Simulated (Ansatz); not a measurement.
Cu: phonon entropy and phonon heat capacity against temperature

Harmonic phonon free energy (zero-point part included), entropy and heat capacity at constant volume from interpolated force constants; periodic cell, basis, potentials, k mesh and filling as listed. The results are calculated, by Ansatz 0.2.0.

Structure of every row (space group Fm-3m, No. 225):
```
Cu
1.0
      0.0000     1.8075     1.8075
      1.8075     0.0000     1.8075
      1.8075     1.8075     0.0000
Cu
1
Direct
  0.00000 0.00000 0.00000
```

Settings of every row: functional PBE; dispersion none; potentials PAW; wave cutoff 557.83 eV; density cutoff 2231.3 eV; k mesh 16x16x16; k shift 0x0x0; occupations cold; smearing width 0.1 eV; spin none; SCF threshold exponent -7; phonon method finite displacements; phonon supercell 2x2x2; dipole term of polar modes left out.

Limits: coarse k mesh, up to 40 meV an atom off; small supercell for force constants; volume not checked for rest.

| row | temperature (K) | phonon entropy (k_B/atom) | phonon heat capacity (k_B/atom) | phonon free energy (meV/atom) |
| --- | --- | --- | --- | --- |
| 1 | 200 | 2.804 | 2.649 | 9.82 |
| 2 | 300 | 3.92 | 2.836 | -19.42 |
| 3 | 400 | 4.747 | 2.906 | -56.92 |
| 4 | 500 | ? | ? | ? |
| 5 | 600 | 5.937 | 2.957 | -149.65 |

Question: what phonon entropy and phonon heat capacity should row 4 give?

Worked fit of phonon entropy. Entropy rises as the heat capacity times the change of ln T, so take t = ln(T / 300 K). The shown rows have t = -0.4055, 0, 0.2877, 0.6931. Least squares give phonon entropy = 3.9231 + 2.8153 × t + 0.1322 × t² k_B/atom; a straight line predicts inner rows, each left out in turn, worse (root mean square 0.026 against 0.0065 k_B/atom). The rows lie off it by 0.001, -0.003, 0.003, -0.001. The slope at t = 0, 2.82 k_B/atom, estimates the heat capacity at 300 K. The withheld row has t = 0.5108, so the fit gives 3.9231 + 2.8153 × (0.5108) + 0.1322 × (0.5108)² = 5.396 k_B/atom.

The calculation gave 5.399 k_B/atom. The fit lies 0.003 k_B/atom (0.096 % of the column's range) below it; its largest miss of a shown row is 0.003 k_B/atom.

Worked fit of phonon heat capacity. At high temperature a harmonic heat capacity falls short of its limit by a term in 1/T², so take t = (100 K / T)². The shown rows have t = 0.25, 0.11111, 0.0625, 0.02778. Least squares give phonon heat capacity = 2.9989 − 1.5175 × t + 0.472 × t² k_B/atom; a straight line predicts inner rows, each left out in turn, worse (root mean square 0.0033 against 0.00031 k_B/atom). All shown rows lie on it to the printed digit. The constant, 2.9989 k_B/atom, is to be held against the harmonic limit of 3 k_B an atom. The withheld row has t = 0.04, so the fit gives 2.9989 − 1.5175 × (0.04) + 0.472 × (0.04)² = 2.939 k_B/atom.

The calculation gave 2.939 k_B/atom. The fit meets it to the printed digit.

The other values of row 4: phonon free energy -100.74 meV/atom.
